A single elementary charge in empty space makes a potential of about 14 V at a distance of 1 Å, and still 4 V at 3.6 Å. In a semiconductor the electrons shift to screen it and leave a fraction of that. The charge here belongs to a bromine atom on a sulfur site of WS$_2$. Bromine brings one valence electron more than sulfur. In this calculation that electron has been taken away, which leaves the cell with one positive charge.

WS$_2$ with one S replaced by Br, charge +1, in a 24-atom supercell, with the atoms relaxed in a fixed cell. Calculated with Ansatz 0.2.0: plane waves, PBE, default PAW datasets, scalar-relativistic, no spin polarisation, cutoff 420 eV, 4×4×2 k mesh. Vzz is the principal field gradient of largest magnitude, and the asymmetry is (Vxx − Vyy)/Vzz.

| atom | like atoms | distance from the defect (Å) | Vzz (1e21 V/m^2) | asymmetry | potential at the nucleus less that at the nearest site of the element (V) |
| --- | --- | --- | --- | --- | --- |
| Br9 | 1 | 0.21 | 6.51 | 0.00 | 0.00 |
| W5 | 3 | 2.45 | -21.43 | 0.79 | 0.00 |
| S17 | 1 | 3.12 | -4.32 | 0.00 | 0.00 |
| S10 | 3 | 3.18 | -4.43 | 0.19 | 0.04 |
| S21 | 3 | 3.63 | -4.06 | 0.00 | -0.84 |
| W8 | 1 | 4.00 | -18.73 | 0.00 | -0.15 |
| S18 | 3 | 4.49 | -5.18 | 0.34 | 0.07 |
| W1 | 1 | 4.69 | -17.20 | 0.00 | -1.09 |
| S24 | 1 | 4.82 | -4.22 | 0.00 | -0.87 |
| W2 | 3 | 5.67 | -17.18 | 0.00 | -1.09 |
| S13 | 3 | 6.50 | -4.33 | 0.02 | -0.89 |
| S16 | 1 | 7.24 | -4.29 | 0.00 | -0.89 |

The potential in the last column is counted from the nearest site of the same element, so sulfur and tungsten each have their own zero. The bromine entry is zero by definition and carries no information. Distances are counted from a fixed reference site of the defect; the relaxed bromine sits 0.21 Å away from it.

**(a) The potential of a point charge falls smoothly as $1/r$, where $r$ is the distance from the defect. Which rows break this pattern, and by how much?**

*Solution.* Going outwards through the sulfur rows, the potential drops sharply at S21, comes back up at S18 and drops again at S24. S21 is nearer to the bromine than S18, yet its potential is 0.91 V lower. No function that falls steadily with distance can put these two in that order.

To size the breaks, a $1/r$ law was fitted to all sulfur and tungsten rows, with a separate constant for each element. S21 lies 0.55 V below the fitted curve and S18 lies 0.60 V above it. W8 also lies high, by about half a volt. These misses are half as large as the whole range of the column, so distance is a poor guide to the potential here.

**(b) What sorts the sites, if distance does not? Estimate the size of the effect.**

*Solution.* WS$_2$ is a stack of S–W–S sandwiches, and the cell holds two of them. Its geometry places W5, W8, S17, S10 and S18 in the same sandwich as the bromine, and the other six sites across the gap between the sandwiches. S21 is close to the bromine but on the far side of that gap, while S18 is farther off but on the near side. If the $1/r$ term is replaced by one fixed step between the layers, the typical miss falls from 0.32 V to 0.05 V with the same number of constants. The printed analysis below gives both fits.

The likely source of the step is that the calculation repeats the defect in every cell. Each bromine has copies of itself 6.4 Å away in the plane, so the charges form a sheet with one charge on every 35 Å$^2$. By Gauss's law the field of a sheet does not weaken with distance as that of a point charge does. In empty space it would be

$$E = \frac{2\pi \times 14\ \text{V Å}}{35\ \text{Å}^2} \approx 2.5\ \text{V/Å}.$$

The charged cell is neutralised by a uniform negative background. Between the middle of one gap and the middle of the next lies half of the cell, and with it half of the background. This cancels half of the sheet's charge, so the mid-gap field, averaged over the two gaps, is about 1.3 V/Å. The bromine sits on one face of its layer, so without screening the field is stronger in the gap it faces and weaker in the other. The facing sulfur planes are 3.1 Å apart, which gives a mean unscreened drop of

$$1.3\ \text{V/Å} \times 3.1\ \text{Å} \approx 4\ \text{V}.$$

The calculation finds a step of 0.91 V between the average sulfur potentials of the two layers, smaller by a factor of 4.4. The estimate contains no fitted constant, but it leaves out the response of the electrons and the shifts of the atoms. A reduction of this size is reasonable for polarisable layers whose electron clouds reach into the gap, though the factor is read from the comparison and not predicted.

Sites at the same height in the other layer agree so well because the array of charges looks smooth from there. Even the slowest in-plane variation of its potential shrinks by a factor $e^{-Gd}$ over a distance $d$, with $G = 4\pi/(\sqrt{3}\,a)$ for charges spaced by $a$. Across the gap only 3 % of it survives. S21 and S24 lie at the same height. S24 is midway between three bromines, and S21 is only half as far to the side of its nearest one. With the same screening, a lone point charge would set them 0.22 V apart; the calculation gives 0.03 V. The near and far sulfur planes of that layer also differ by no more than 0.05 V. This layer lies between the charged layer and the next copy of it, so their fields oppose each other inside. With the charge in the middle of its layer they would cancel on average. The bromine sits on one face, and the electrons are expected to even out most of what is left.

Distance across the gap cannot explain why the bromine's own layer is level too. Its three sulfur rows lie within 0.07 V of one another, although no gap separates them from the charge. There the layer's own electrons, helped by small shifts of the atoms, are expected to do the levelling.

On this reading the step is a property of a dense sheet of donors. For the same gap and screening it shrinks in proportion to the number of charges per area. The smoothness should go too: once the bromines stand much farther apart than the gap is wide, their ripple crosses the gap, and the distance to the nearest one is expected to count again. The 0.9 V therefore belongs to this cell, with about $3\times10^{14}$ charges per cm$^2$ and a uniform background. It is no general band offset between a doped and an undoped layer.

**(c) The field gradient of a point charge falls even faster, as $1/r^3$. Do the gradients at the tungsten nuclei follow this law?**

*Solution.* Vzz, the largest principal field gradient, measures how strongly the potential curves at the nucleus. A constant plus a $1/r^3$ term, both fixed by W8 and W1, predicts $-16.11$ for W2 in the units of the table. The calculation gives $-17.18$, practically the same as for W1. The gradient changes by 1.53 between W8 and W1, on opposite sides of the gap, and by only 0.02 between W1 and W2, which share a layer.

A bare elementary charge 4 Å away adds a gradient of only $2\times14/4^3\approx0.4$ V/Å$^2$, or 0.04 in the units of the table. The inner electrons of tungsten can amplify this, but most of the $-17$ is expected to come from the atom's own valence electrons and its bonds to sulfur. Those should be nearly alike at W1 and W2, which lie in the layer without bromine. In the bromine's own layer the disturbance also travels through bonds. W5 is bonded to the bromine, and its asymmetry of 0.79 shows that its surroundings have lost their threefold symmetry. W8 has no such bond, but its sulfur neighbours are shared with W5. Electrons redistributed along these bonds and small shifts of the atoms can both change its gradient. The two causes are not separated here, because the atoms were relaxed; only the cell was held fixed.

One break remains unexplained. The gradient at S18 is stronger by 0.9 than the mean of the other sulfur rows, which lie within 0.4 of one another. Its layer cannot be the whole reason, since S10 and S17 share it, and S10 even has the same kinds of tungsten neighbours. A comparison of bond lengths would show whether relaxation could be responsible. A finer k mesh should come first, because the gap of this cell is only 0.39 eV and the gradients may shift with the mesh.

Numerical output:

```
fit of pot on 11 rows (r > 1): constant -1.561 +/- 0.37, coefficient of wcol -0.2324 +/- 0.24, coefficient of invr 4.624 +/- 1.5; rms 0.317, worst S18 -0.601, leave-one-out rms 0.4
  rows outside the fit (model, value, miss): Br9 20.46, 0, 20.5
fit of pot on 11 rows (r > 1): constant 0.05895 +/- 0.027, coefficient of wcol -0.1674 +/- 0.033, coefficient of other -0.9482 +/- 0.032; rms 0.0452, worst W5 -0.108, leave-one-out rms 0.0661
  rows outside the fit (model, value, miss): Br9 0.05895, 0, 0.0589
S21 potential, computed less distance model, V: -0.5525
S18 potential, computed less distance model, V: 0.6015
S21 potential less S18 potential, V: -0.91
sulfur potential, other layer less Br layer, V: -0.9092
tungsten potential, other layer less Br layer, V: -1.015
cell area per defect, angstrom^2: 35.03
gap between facing sulfur planes, angstrom: 3.13
unscreened drop over the gap for a charged sheet with background, V: 4.042
unscreened drop over computed sulfur step, ratio: 4.446
lateral ripple left after crossing the gap, fraction: 0.02814
S21 less S24, single point charge with the same screening, V: 0.2203
S21 less S24, computed, V: 0.03
Vzz of W8 less W1, 1e21 V/m^2: -1.53
Vzz of W1 less W2, 1e21 V/m^2: -0.02
Vzz of W2 expected from W8 and W1 by 1/r^3, 1e21 V/m^2: -16.11
Vzz of S18 less mean of the other sulfur rows, 1e21 V/m^2: -0.905
spread of Vzz among the other sulfur rows, 1e21 V/m^2: 0.37
```
